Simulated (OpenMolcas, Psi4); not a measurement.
**GeH2 (SMILES [GeH2]): the vertical ionisation energy, rung by rung**

The species is GeH2 (3 atoms), meant as a singlet with charge 0. As SMILES, `[GeH2]`. The shape is that of a PBE0-D4/def2-TZVP optimisation.

```xyz
3

Ge   -0.5701    0.4051   -0.2637
H     0.7830    0.7436    0.5090
H    -0.2129   -1.1487   -0.2453
```

Quantity: the vertical ionisation energy (to the doublet cation), in eV. The values are calculated.

```csv
level,kind,program,value (eV),CPU time (all runs)
PBE/def2-TZVPPD,GGA,OpenMolcas,9.40,50 s
revPBE/def2-TZVPPD,GGA,OpenMolcas,9.33,47 s
TPSS/def2-TZVPPD,meta-GGA,OpenMolcas,9.40,65 s
r2SCAN/def2-TZVPPD,meta-GGA,OpenMolcas,9.40,60 s
BHLYP/def2-TZVPPD,global hybrid,OpenMolcas,9.38,48 s
M06-2X/def2-TZVPPD,hybrid meta-GGA,OpenMolcas,9.26,59 s
MP2/def2-TZVPPD,perturbation theory,Psi4,9.36,11 s
CCSD/def2-TZVPPD,coupled cluster or CI,Psi4,9.43,68 s
```

All-electron rows without a relativistic Hamiltonian named are non-relativistic. The values span 9.26 to 9.43 eV. In the correlated wave-function rows the outer d shell of Ge is correlated, in sets not made for it. Times are those of the runs behind each value, whatever else they computed, on shared processors of several kinds: orders of magnitude only.

The ionisation energy of GeH2 depends little on the level of theory, and climbing the rungs brings no steady drift: BHLYP, with its large share of exact exchange, falls between the two GGAs, while M06-2X gives the lowest value and CCSD the highest. This insensitivity fits the electronic structure of a singlet germylene. The electron leaves the in-plane lone pair on germanium, which is rich in 4s character, as the nearly right-angled H-Ge-H geometry suggests, and the Ge-H bonds stay largely intact. The out-of-plane 4p orbital is empty in the neutral molecule and remains so in the ground-state cation.

Ionisation also removes the correlation energy of the lone pair, including the admixture of configurations that place both electrons in the empty p orbital. MP2 probably recovers too little of this pair correlation in the neutral, which would explain why it lies below CCSD. Since a singly occupied lone pair favours a wider angle, the cation should relax by opening, so these vertical values do not fix the adiabatic ionisation threshold.
